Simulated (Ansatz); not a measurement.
## GaF (SMILES [F][Ga]): the energy, rung by rung

GaF: 2 atoms, total charge 0, spin state singlet. SMILES: `[F][Ga]`. The coordinates come from a PBE0-D4/def2-TZVP relaxation.

```xyz
2

F     0.0000    0.0000    0.0063
Ga    0.0000    0.0000    1.7929
```

Quantity: the energy change with the F1–Ga2 bond stretched from 1.787 to 3.573 Å, in eV. The values are calculated.

```
                    level                    kind  program  value (eV)
   HF/STO-3G (restricted)            Hartree–Fock   Ansatz        8.83
SVWN5/STO-3G (restricted)                     LDA   Ansatz        7.10
 BLYP/STO-3G (restricted)                     GGA   Ansatz        6.66
  PBE/STO-3G (restricted)                     GGA   Ansatz        6.67
B3LYP/STO-3G (restricted)           global hybrid   Ansatz        7.33
BHLYP/STO-3G (restricted)           global hybrid   Ansatz        7.93
 PBE0/STO-3G (restricted)           global hybrid   Ansatz        7.42
wB97X/STO-3G (restricted)  range-separated hybrid   Ansatz        8.06
```

All-electron rows without a relativistic Hamiltonian named are non-relativistic. The first shape isn't each level's own minimum. The values span 6.66 to 8.83 eV. All rows use very small basis sets, so none should be taken for the real molecule's value.

Doubling the Ga–F distance costs the least with the two GGAs, which almost coincide, and the most with Hartree–Fock, at 8.83 eV. Among the global hybrids, the cost rises with the share of exact exchange, probably because semilocal exchange mimics some of the static correlation that a single closed-shell determinant lacks in a stretched bond.

The large cost itself reflects a strong, polar bond between electropositive Ga(I) and fluorine, with the gallium 4s pair largely non-bonding. Stretching works against the Coulomb attraction and loses the remaining covalent overlap. Even the lowest value, however, lies above the known dissociation energy of GaF, although the bond isn't yet fully broken. The likely causes are the lack of flexible functions for a fluoride-like charge distribution and the restricted form, which can't separate properly into two neutral radicals. The spread therefore shows how the functionals treat a stretched closed-shell singlet, and two points on the curve fix neither the dissociation limit nor where ionic character gives way to neutral atoms.
